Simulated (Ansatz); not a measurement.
## A small benchmark: atomisation enthalpy at 298 K

8 molecules with halogens; the atomisation enthalpy at 298 K in kJ/mol, computed less measured. Shapes, held fixed at every level: PBE0-D4/def2-TZVP. Flexible molecules stand in one conformer, not always the lowest. Thermal terms are harmonic and unscaled (PBE0-D4/def2-TZVP); the spin-orbit lowering of the free atoms is taken from their spectra. Programs: Ansatz 0.2.0. Measured values: Active Thermochemical Tables, CRC Handbook of Chemistry and Physics, NIST-JANAF tables.

Levels: A = r2SCAN0-D4/def2-TZVPP; B = wB97M-V/def2-TZVPP; C = B2PLYP/def2-TZVPP; D = CCSD(T)/def2-TZVPP.

```json
{"molecule": "CH2Br2 (dibromomethane)", "from tabulated heats": "1373", "A": "-22", "B": "-13", "C": "-28", "D": "-41"}
{"molecule": "CH2BrCl (bromochloromethane)", "from tabulated heats": "1431", "A": "-21", "B": "-3", "C": "-28", "D": "-45"}
{"molecule": "SiH3Cl (chlorosilane)", "from tabulated heats": "1367", "A": "-11", "B": "+4", "C": "-22", "D": "-35"}
{"molecule": "B(BCl2)Cl2", "from tabulated heats": "2115", "A": "+6", "B": "+21", "C": "-40", "D": "-85"}
{"molecule": "C2H3F (SMILES C=CF)", "from tabulated heats": "2310", "A": "-43", "B": "+3", "C": "-20", "D": "-64"}
{"molecule": "C2H4Br2 (1,1-dibromoethane)", "from tabulated heats": "2566", "A": "-31", "B": "-14", "C": "-45", "D": "-69"}
{"molecule": "C3H7Cl (2-chloropropane)", "from tabulated heats": "3943", "A": "-29", "B": "+8", "C": "-47", "D": "-93"}
{"molecule": "C4H9ClO (2-chloroethyl ethyl ether)", "from tabulated heats": "5501", "A": "-95", "B": "-21", "C": "-100", "D": "-172"}
```

Task: Sum up the errors.

Result: 
```csv
level,kind,mean error,mean absolute error,worst case
r2SCAN0-D4/def2-TZVPP,global hybrid,-30.8,32.2,C4H9ClO
wB97M-V/def2-TZVPP,range-separated hybrid,-1.9,10.9,B(BCl2)Cl2
B2PLYP/def2-TZVPP,double hybrid,-41.2,41.2,C4H9ClO
CCSD(T)/def2-TZVPP,coupled cluster or CI,-75.5,75.5,C4H9ClO
```

On this set wB97M-V/def2-TZVPP has the smallest mean absolute error and CCSD(T)/def2-TZVPP the largest. r2SCAN0-D4/def2-TZVPP is too low in 7 of 8; B2PLYP/def2-TZVPP is too low in 8 of 8; CCSD(T)/def2-TZVPP is too low in 8 of 8. The heats of SiH3Cl, C3H7Cl come from older tables and can be uncertain by 10 kJ/mol or more. The molecules' own spin-orbit binding is left out, so errors for heavy halides read too negative. Heats of the atoms come from ATcT where it has them, that of boron, 570 kJ/mol, from recent work. With so many references in doubt the order of the levels isn't settled. The tabulated values of B(BCl2)Cl2, C4H9ClO are in doubt (older tables, estimates, or at odds with other calculations) and kept here. Over the 6 molecules whose values aren't doubted the mean absolute errors are A 26.2; B 7.5; C 31.7; D 57.8. For CCSD(T)/def2-TZVPP the error tends to grow with the atomisation enthalpy. Correlated wave functions converge slowly with the basis. Relativity is left out for Br. Outer-core shells of Br are correlated, in sets that cover them unevenly. The set is small.

The large CCSD(T) deficit says more about the triple-zeta basis than about the coupled-cluster treatment, which near the basis-set limit normally gives atomisation energies far closer to experiment. Forming a bond pairs electrons that were separate in the atoms, and the short-range correlation of these new pairs needs high angular momentum functions. The molecule therefore loses more correlation energy than its fragments and comes out underbound. The shortfall accumulates with the number of bonds, from -35 in chlorosilane to -93 in 2-chloropropane; B(BCl2)Cl2 breaks the otherwise steady order with atomisation enthalpy.

B2PLYP probably inherits part of this deficit through its perturbative correlation term. In wB97M-V, correlation comes from a density functional and depends much less on the orbital basis, so its small errors probably reflect both that and a parametrisation that included thermochemical data. The figures thus support wB97M-V as a practical choice for similar molecules in this basis, but not as intrinsically more accurate than CCSD(T).
